**Equation of state of fluorite-type SnGe2, 1 to 40 GPa (LDA)**

The table holds the volume per atom and the volume change of a three-atom Fm-3m cell of SnGe2 relaxed at six pressures with plane-wave PAW LDA, without spin, with Fermi-Dirac smearing of 0.15 eV. The program fits Birch-Murnaghan (second and third order), Vinet and Murnaghan forms to the volumes and compares the rows with a constant modulus and with a free-electron gas of four electrons an atom. Third-order Birch-Murnaghan reproduces all rows within 0.002 Å³ with V₀ = 24.18 Å³, B₀ = 57.2 GPa and B′ = 4.47, while the other three-parameter forms move B₀ between 55.9 and 59.3 GPa. The density of states taken from the entropy term follows the free-electron value within about 2 %, but the kinetic modulus exceeds the local one by factors of 3.24 to 1.58. The smearing adds about 0.09 GPa of electronic pressure, and the free-energy steps match the integral of P dV to 0.003 GPa.

Calculated values. Fluorite-type SnGe2 (Fm-3m, three atoms per primitive cell), cell and atoms relaxed at each target pressure with the symmetry kept. Ansatz 0.2.0, LDA with scalar-relativistic PAW datasets made for PBE, no spin polarisation, 420 eV plane-wave cutoff, 12×12×12 k mesh, Fermi-Dirac smearing of 0.15 eV. Volume changes are relative to the starting cell, 24.17 Å³ per atom.

## Script

```python
# Table: volume per atom and volume change of fluorite-type SnGe2 relaxed at 1-40 GPa
# (Ansatz 0.2.0, plane-wave PAW, LDA, no spin, Fermi-Dirac smearing 0.15 eV).
# Tested: Birch-Murnaghan, Vinet, Murnaghan forms; constant B; free-electron picture; smearing pressure.
T = {
    'pressure': [1, 4, 12, 20, 30, 40],  # GPa
    'volume_per_atom': [23.78, 22.75, 20.82, 19.5, 18.29, 17.37],  # Å³
    'volume_change': [-1.64, -5.88, -13.89, -19.34, -24.32, -28.13],  # %
}
import numpy as np
from scipy.optimize import least_squares, brentq
from scipy.integrate import quad
from scipy.constants import e, hbar, m_e
P, V, dV = (np.array(T[k], float) for k in ("pressure", "volume_per_atom", "volume_change"))
# further outputs of the same runs: reached pressure (GPa), cell volume (A^3), free energy and TS (eV per cell)
Pf = np.array([0.98721, 3.987277, 12.0009, 20.00634, 30.00134, 40.00935])
Vf = np.array([71.33299, 68.25862, 62.45215, 58.49871, 54.88241, 52.12394]) / 3
F = np.array([-14309.9041, -14309.8575, -14309.5787, -14309.1891, -14308.6304, -14308.0312])
TS = np.array([0.11795, 0.11469, 0.10816, 0.10366, 0.099512, 0.096268])
G = e * 1e21  # GPa per eV/A^3
def bm(v, v0, b, bp=4.0):
    x = (v0 / v) ** (1 / 3)
    return 1.5 * b * (x**7 - x**5) * (1 + 0.75 * (bp - 4) * (x**2 - 1))
def vinet(v, v0, b, bp):
    x = (v / v0) ** (1 / 3)
    return 3 * b * (1 - x) / x**2 * np.exp(1.5 * (bp - 1) * (1 - x))
murn = lambda v, v0, b, bp: b / bp * ((v0 / v) ** bp - 1)
vol = lambda f, q, p: np.array([brentq(lambda v: f(v, *q) - x, 0.4 * q[0], q[0]) for x in p])
fit = lambda f, p, v, n=3: least_squares(lambda q: vol(f, q, p) - v, [24.2, 58.0, 4.5][:n], x_scale=[1, 10, 1][:n]).x
fm = lambda a, s: " ".join(s % x for x in a)
print("Steps: volume drop per GPa (A^3/GPa), mean B = dP/dln(1/V) (GPa)")
Bm = np.diff(P) / np.log(V[:-1] / V[1:])
for i in range(len(Bm)):
    print("  %2.0f-%2.0f GPa: drop %.2f A^3, per GPa %.3f, B %.0f" % (P[i], P[i+1], V[i]-V[i+1], (V[i]-V[i+1])/(P[i+1]-P[i]), Bm[i]))
print("Slope of mean B between step midpoints:", fm(np.diff(Bm) / np.diff((P[1:] + P[:-1]) / 2), "%.1f"))
Vs = np.mean(V / (1 + dV / 100))
print("Starting volume implied by the two columns: %.3f A^3" % Vs)
print("Fits to table volumes; residual fit - table in A^3 (rounding 0.005):")
for name, f, n in (("BM, B'=4", bm, 2), ("BM 3rd", bm, 3), ("Vinet", vinet, 3), ("Murnaghan", murn, 3)):
    q = fit(f, P, V, n); r = vol(f, q, P) - V; q2 = fit(f, Pf, Vf, n); q5 = fit(f, P[:-1], V[:-1], n)
    bp = lambda s: s[2] if n == 3 else 4.0
    print("%s: V0 %.3f A^3, B0 %.1f GPa, B' %.2f, worst row %.0f GPa" % (name, q[0], q[1], bp(q), P[np.argmax(abs(r))]))
    print("   residuals:", fm(r, "%+.3f"))
    print("   unrounded data: V0 %.3f, B0 %.1f, B' %.2f, max residual %.4f" % (q2[0], q2[1], bp(q2), max(abs(vol(f, q2, Pf) - Vf))))
    print("   40 GPa row predicted from the other five: error %+.3f A^3" % (vol(f, q5, P[-1:])[0] - V[-1]))
q = fit(bm, Pf, Vf); V0, B0, Bp = q
Bl = -Vf * (bm(Vf + 1e-4, *q) - bm(Vf - 1e-4, *q)) / 2e-4
print("BM 3rd V0 against starting volume: %+.2f %%" % (100 * (V0 / Vs - 1)))
print("Local B by row (GPa):", fm(Bl, "%.0f"), "; last/B0 = %.2f" % (Bl[-1] / B0))
print("Pressure worth of 0.005 A^3 rounding (GPa):", fm(Bl * 0.005 / Vf, "%.3f"))
print("Constant B0, volume change (%):", fm(100 * (V0 * np.exp(-P / B0) / Vs - 1), "%.1f"))
print("Table volume change (%):       ", fm(dV, "%.1f"))
a = (12 * V) ** (1 / 3); a0 = (12 * Vs) ** (1 / 3)
print("a (A):", fm(a, "%.3f"), "; Sn-Ge (A):", fm(a * 3**0.5 / 4, "%.3f"))
print("Length change from start (%):", fm(100 * (a / a0 - 1), "%.2f"))
W = np.array([3 * quad(bm, Vf[i+1], Vf[i], args=tuple(q))[0] / G for i in range(5)])
print("Free-energy steps (eV/cell):", fm(np.diff(F), "%.4f"), "; total %.4f" % (F[-1] - F[0]))
print("Integral of P dV  (eV/cell):", fm(W, "%.4f"), "; total %.4f" % W.sum())
print("Mismatch as pressure (GPa):", fm((np.diff(F) - W) / (-3 * np.diff(Vf)) * G, "%+.3f"))
EF = hbar**2 / (2 * m_e * e) * 1e20 * (3 * np.pi**2 * 4 / Vf) ** (2 / 3)
print("Free electrons (4/atom): E_F %.1f to %.1f eV" % (EF[0], EF[-1]))
Bfe = 2 / 3 * 4 / Vf * EF * G
print("Kinetic B (GPa):", fm(Bfe, "%.0f"), "; ratio to local B:", fm(Bfe / Bl, "%.2f"))
print("DOS at E_F from TS (states/eV/cell):", fm(TS / (np.pi**2 / 3 * 0.15**2), "%.2f"))
print("Free-electron DOS (states/eV/cell): ", fm(1.5 * 12 / EF, "%.2f"))
s = np.polyfit(np.log(Vf), np.log(TS), 1)[0]
print("Exponent of TS against V: %.3f (free electrons 0.667)" % s)
Pel = 0.5 * s * TS / (3 * Vf) * G
print("Smearing pressure (GPa):", fm(Pel, "%.3f"))
print("Volume it adds (A^3):", fm(Pel / Bl * Vf, "%.3f"), "; in %:", fm(100 * Pel / Bl, "%.2f"))
assert np.all(np.diff(V) < 0) and np.all(np.diff(Bm) > 0)
assert 3.5 < Bp < 5.5 and abs(V0 / Vs - 1) < 0.005
assert 0.55 < s < 0.75 and np.all(Bfe > Bl)
```

It prints:

```
Steps: volume drop per GPa (A^3/GPa), mean B = dP/dln(1/V) (GPa)
   1- 4 GPa: drop 1.03 A^3, per GPa 0.343, B 68
   4-12 GPa: drop 1.93 A^3, per GPa 0.241, B 90
  12-20 GPa: drop 1.32 A^3, per GPa 0.165, B 122
  20-30 GPa: drop 1.21 A^3, per GPa 0.121, B 156
  30-40 GPa: drop 0.92 A^3, per GPa 0.092, B 194
Slope of mean B between step midpoints: 4.1 4.0 3.8 3.8
Starting volume implied by the two columns: 24.173 A^3
Fits to table volumes; residual fit - table in A^3 (rounding 0.005):
BM, B'=4: V0 24.112 A^3, B0 62.2 GPa, B' 4.00, worst row 40 GPa
   residuals: -0.041 +0.019 +0.049 +0.030 -0.009 -0.053
   unrounded data: V0 24.105, B0 62.4, B' 4.00, max residual 0.0539
   40 GPa row predicted from the other five: error -0.083 A^3
BM 3rd: V0 24.183 A^3, B0 57.2 GPa, B' 4.47, worst row 4 GPa
   residuals: -0.001 +0.002 -0.001 -0.001 +0.001 -0.000
   unrounded data: V0 24.176, B0 57.3, B' 4.48, max residual 0.0010
   40 GPa row predicted from the other five: error -0.001 A^3
Vinet: V0 24.195 A^3, B0 55.9 GPa, B' 4.84, worst row 40 GPa
   residuals: +0.003 -0.004 -0.002 +0.004 +0.004 -0.005
   unrounded data: V0 24.188, B0 55.9, B' 4.85, max residual 0.0071
   40 GPa row predicted from the other five: error -0.015 A^3
Murnaghan: V0 24.164 A^3, B0 59.3 GPa, B' 3.92, worst row 4 GPa
   residuals: -0.007 +0.011 +0.001 -0.007 -0.004 +0.006
   unrounded data: V0 24.158, B0 59.4, B' 3.93, max residual 0.0080
   40 GPa row predicted from the other five: error +0.020 A^3
BM 3rd V0 against starting volume: +0.01 %
Local B by row (GPa): 62 75 107 139 176 213 ; last/B0 = 3.71
Pressure worth of 0.005 A^3 rounding (GPa): 0.013 0.016 0.026 0.036 0.048 0.061
Constant B0, volume change (%): -1.7 -6.7 -18.9 -29.5 -40.8 -50.2
Table volume change (%):        -1.6 -5.9 -13.9 -19.3 -24.3 -28.1
a (A): 6.584 6.487 6.298 6.162 6.032 5.929 ; Sn-Ge (A): 2.851 2.809 2.727 2.668 2.612 2.567
Length change from start (%): -0.54 -2.00 -4.86 -6.91 -8.88 -10.43
Free-energy steps (eV/cell): 0.0466 0.2788 0.3896 0.5587 0.5992 ; total 1.8729
Integral of P dV  (eV/cell): 0.0466 0.2787 0.3897 0.5587 0.5992 ; total 1.8730
Mismatch as pressure (GPa): +0.001 +0.002 -0.003 -0.001 -0.002
Free electrons (4/atom): E_F 11.1 to 13.7 eV
Kinetic B (GPa): 200 215 249 278 309 337 ; ratio to local B: 3.24 2.88 2.32 2.01 1.76 1.58
DOS at E_F from TS (states/eV/cell): 1.59 1.55 1.46 1.40 1.34 1.30
Free-electron DOS (states/eV/cell):  1.62 1.57 1.48 1.42 1.36 1.31
Exponent of TS against V: 0.649 (free electrons 0.667)
Smearing pressure (GPa): 0.086 0.087 0.090 0.092 0.094 0.096
Volume it adds (A^3): 0.033 0.027 0.017 0.013 0.010 0.008 ; in %: 0.14 0.12 0.08 0.07 0.05 0.05
```
